The energy error in this series is the total energy per atom of rutile-type TaO₂ at a given occupation width, less that of a more finely sampled reference calculation. Both energies are extrapolated to zero width, and the atoms stay fixed. The free-energy error is the same difference without the extrapolation, so it keeps the entropy that smeared occupations bring in. All runs use density-functional theory with PBEsol and no spin polarisation.

Rutile-type TaO₂ with fixed atoms, computed with Ansatz 0.2.0 (PBEsol, plane-wave PAW, scalar-relativistic, no spin polarisation, 420 eV cutoff) and Gaussian smearing on a 4×4×6 k mesh. The reference has an 8×8×12 mesh and a Gaussian width of 0.1 eV. The energy, unlike the free energy, is extrapolated to zero width; pressure is positive in compression.

```csv
occupation width (eV),energy less reference (meV/atom),free energy less reference (meV/atom),pressure less reference (GPa),largest force change (eV/Å)
0.01,9.63,11.0,0.350,0.0650
0.05,9.72,11.0,0.358,0.0717
0.1,10.1,10.1,0.393,0.0858
0.2,10.0,5.49,0.415,0.0611
0.4,7.15,-9.93,0.459,0.00805
```

The column of energy errors hardly responds to the width up to 0.2 eV, whereas the free-energy error falls from 11.0 meV/atom through zero to −9.93. One column seems to say that the width doesn't matter, the other that some width near 0.3 eV would be perfect. Both impressions mislead, because two errors can enter a row. One comes from the coarse mesh of k points, the other from the width.

The row at 0.1 eV separates them at one point. It has the same occupation rule and width as the reference and differs from it only in the mesh, so its 10.1 meV/atom is pure mesh error. With three atoms in the formula unit this makes about 30 meV, or 3 kJ per mole of TaO₂. An error of that size can matter when the energies of two oxides or two crystal structures are compared.

A k-point mesh replaces an integral over all electron waves in the crystal by a sum over a few of them. In an insulator every band is either full or empty, the quantity to be summed varies smoothly, and a few points suffice. In a metal some bands are cut at the Fermi level, and a point just inside the cut counts fully while a point just outside counts for nothing. Undistorted TaO₂ is a metal in these calculations, as its one d electron per tantalum atom enters 5d bands that overlap and are only partly filled.

Smearing softens that cut. States within about one width $\sigma$ of the Fermi level receive fractional occupations, so that a band crossing the level between two mesh points is counted in part at both. This helps the sum only if $\sigma$ is comparable with the change of the band's energy from one mesh point to the next. On a mesh with four divisions along an axis there are only two steps from the centre of the zone to its edge, and a d band one or two electronvolts wide would then change by roughly half an electronvolt or more in each step.

By that argument widths of 0.01 to 0.2 eV are all too small to bridge the steps, and the mesh error should survive them. The table fits this, though it doesn't measure the steps themselves: the energy errors in these four rows lie within 0.5 meV/atom of one another. The agreement among them is no sign of convergence. It shows that a finer width leaves the dominant error where it was.

The free energy moves because fractional occupations carry an entropy. The program minimises $F = E - TS$, where $E$ is the energy with smeared occupations and $TS$ is the entropy term belonging to the smearing. The symbol $T$ is a convention here, since the width is a numerical device and not a real temperature. For Gaussian smearing,

$$TS = \tfrac{1}{2} D\sigma^2, \qquad E_0 = F + \tfrac{1}{2}TS .$$

Here $D$ is the density of states, averaged over a window of about $\sigma$ on either side of the Fermi level, and $E_0$ is the energy extrapolated to zero width. The square has a plain origin. A wider window takes in more states in proportion to $\sigma$, and each of them contributes an entropy term that is itself proportional to $\sigma$.

The free energy therefore lies below the extrapolated energy by $D\sigma^2/4$, and doubling the width should make this gap four times as large. The reference calculation supplies the scale. Its entropy term is 0.0166 eV for the cell of six atoms, so half of it is 1.38 meV/atom at a width of 0.1 eV. If $D$ stays the same, the gap at 0.2 eV should be $4 \times 1.38 = 5.5$ meV/atom.

The table gives the gap as the difference of its two energy columns plus the 1.38 meV/atom already contained in the reference. At 0.2 eV this is $10.0 - 5.49 + 1.38 = 5.9$ meV/atom, close to the estimate, which made no use of that row. At 0.4 eV the same rule predicts 22.1 and the table gives 18.5, so the rule is a fifth too high. A constant density of states thus explains the steep fall of the free energy, but not its exact size at the largest width.

The zero crossing now has a simple meaning. The positive error left in the extrapolated energy is offset by the amount by which the gap has grown beyond its value in the reference, and at some width between 0.2 and 0.4 eV the two happen to be equal. A better mesh would shrink the first and leave the second nearly as it was, and the crossing would move to a smaller width. Tuning the width until the free energy matches a reference would only hide one error behind another.

It remains to be explained why the extrapolated energy is so much steadier than the free energy, and why it still bends. When the width changes, the free energy obeys the exact relation $dF/d\sigma = -TS/\sigma$. Together with the two expressions above it gives

$$\frac{dE_0}{d\sigma} = \frac{\sigma^2}{4}\,\frac{dD}{d\sigma}.$$

The large quadratic term has dropped out. What is left depends only on how the averaged density of states changes as the window opens. The extrapolated energy rises with the width where a wider window finds more states per electronvolt, and it falls where a wider window finds fewer.

At the smallest width the window finds practically none. In the run at 0.01 eV the mesh levels nearest to the Fermi level lie about 0.05 eV below and above it, so the smearing reaches neither and the entropy vanishes. This spacing isn't a band gap, for the number of filled bands differs from one k point to another, as it does in a metal. It merely shows how few levels a coarse mesh places near the Fermi level.

As the width grows to 0.1 eV, the window reaches these levels and the averaged density of states climbs to about 0.55 states per electronvolt and atom. The energy error rises with it, from 9.72 to 10.1 meV/atom between 0.05 and 0.1 eV. At 0.1 eV the coarse mesh and the reference have the same entropy within the rounding of the table, although their energies differ by 10 meV/atom. The mesh error therefore doesn't sit in the entropy term, and a small or well-behaved entropy is no evidence of a sufficient mesh.

Between 0.2 and 0.4 eV the averaged density of states falls from 0.59 to 0.46, and the extrapolated energy has to fall too. Summing the exact relation roughly from row to row gives a drop of 2.6 meV/atom, where the table shows 2.85. Since the relation must hold in any such calculation, the agreement only confirms where the drop comes from: the window has become wide enough to include regions with fewer states. For the tiny step between 0.1 and 0.2 eV, which is hardly larger than the rounding of the table, the same rough sum gives the wrong sign. The energy can slip there even though the averaged density of states ends slightly higher, if that density peaks between the two widths: the factor $\sigma^2$ gives the later fall more weight than the earlier rise.

Whether the lower energy error at 0.4 eV is a real improvement is a separate question. The wide smearing may have begun to bridge the steps between mesh points, which would cure part of the mesh error. It may equally have added a width error of opposite sign, which a dense mesh would show as well. A run at 0.4 eV on the reference mesh would decide between the two, and without it the 7.15 meV/atom shouldn't be read as progress towards the right answer.

Pressure and forces follow the free energy, because they are its derivatives with respect to volume and atomic positions. Extrapolating the energy to zero width leaves them uncorrected. The pressure error grows in every row, from 0.350 to 0.459 GPa, and most of it is present already at the smallest width, where the entropy vanishes. The growth has the sign that theory suggests: expansion narrows the d bands and raises their density of states, so the entropy term favours a larger volume and pushes outwards. This can't be the whole account, though. A term that grows with the square of the width would add more between 0.1 and 0.2 eV than between 0.05 and 0.1 eV, and the table shows the reverse, so the response of the density of states to volume must itself depend on the width. Whether the coarse mesh or the bands themselves cause this can't be told from these runs.

The force error takes a less regular path. It rises to 0.0858 eV/Å at 0.1 eV and then drops to 0.00805 at 0.4 eV, which looks like excellent convergence. But the row at 0.1 eV differs from the reference only in the mesh, so its force error is pure mesh error, and it amounts to two thirds of the largest force component in the reference, 0.129 eV/Å. How the density of states near the Fermi level responds to a shift of the oxygen atoms isn't known here, so the cause of this path stays open. The pressure error is largest in the very row where the force error is smallest, and that is reason enough not to trust the small value by itself.

For practical work the order of the tests matters. The mesh should be refined first, at a fixed moderate width, until the extrapolated energy and the pressure stop changing. Only then does a series of widths show the error of the width, and any width smaller than the one used for that test needs a new check of the mesh. The gap between free energy and extrapolated energy tells how large the entropy term has become. Had the widths alone been varied here, the first four rows would have suggested an energy reliable to half a meV/atom, about twenty times better than it is.

The same reasoning carries over to a neighbouring case. A metal with more states at the Fermi level has a free energy that falls faster with the width, and one whose density of states is even over the window has a flatter extrapolated energy. The values found here belong to undistorted, non-magnetic TaO₂. If the tantalum atoms were allowed to pair up, as metal atoms do in some related rutile oxides, the states near the Fermi level would be rearranged, and both the entropy and the need for a dense mesh would change with them.
